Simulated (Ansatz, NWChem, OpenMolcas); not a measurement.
# How basis sets differ on C2F2 (SMILES FC#CF)

The species is C2F2 (4 atoms), meant as a singlet with charge 0. As SMILES, `FC#CF`. The coordinates come from a PBE0-D4/def2-TZVP relaxation.

Quantity: the HOMO–LUMO gap, in eV. The values are calculated.

```csv
level,kind,program,value (eV),CPU time
HF/STO-3G,Hartree–Fock,NWChem,19.80,1.2 s
HF/3-21G,Hartree–Fock,Ansatz,18.34,0.39 s
HF/def2-SVP,Hartree–Fock,NWChem,17.98,2.2 s
HF/aug-cc-pVDZ,Hartree–Fock,Ansatz,13.28,2.3 s
HF/cc-pVTZ,Hartree–Fock,OpenMolcas,17.07,38 s
HF/pcseg-2,Hartree–Fock,Ansatz,15.69,6.6 s
HF/aug-cc-pVTZ,Hartree–Fock,Ansatz,13.01,4.2 s
HF/aug-cc-pVQZ,Hartree–Fock,Ansatz,12.85,18 s
```

The values span 12.85 to 19.80 eV. A Hartree–Fock LUMO above zero doesn't converge with the basis: it sinks as sets grow more diffuse. Orbital gaps aren't excitation energies. Times are those of the runs behind each value, whatever else they computed, on shared processors of several kinds: orders of magnitude only.

Diffuse functions matter far more here than the number of valence functions. Adding them to cc-pVTZ takes the gap from 17.07 to 13.01 eV, and even the small aug-cc-pVDZ set falls well below the larger, unaugmented cc-pVTZ and pcseg-2. The occupied π orbital, C≡C bonding with some antibonding fluorine lone-pair character, is compact and should settle quickly, so most of the spread probably comes from the virtual level. In a tight basis that level is forced into the valence region, whereas diffuse functions let it spread outwards into a discretised piece of the continuum, with little kinetic energy and little π* character. The difference between pcseg-2 and cc-pVTZ, both of triple-zeta quality, suggests that the reach of the outermost exponents matters too.

The small steps among the augmented sets therefore don't signal a converged valence gap. If no bound virtual orbital exists, the complete-basis limit is simply the HOMO energy with its sign reversed, an estimate of the ionisation energy that says nothing about a π* acceptor level.
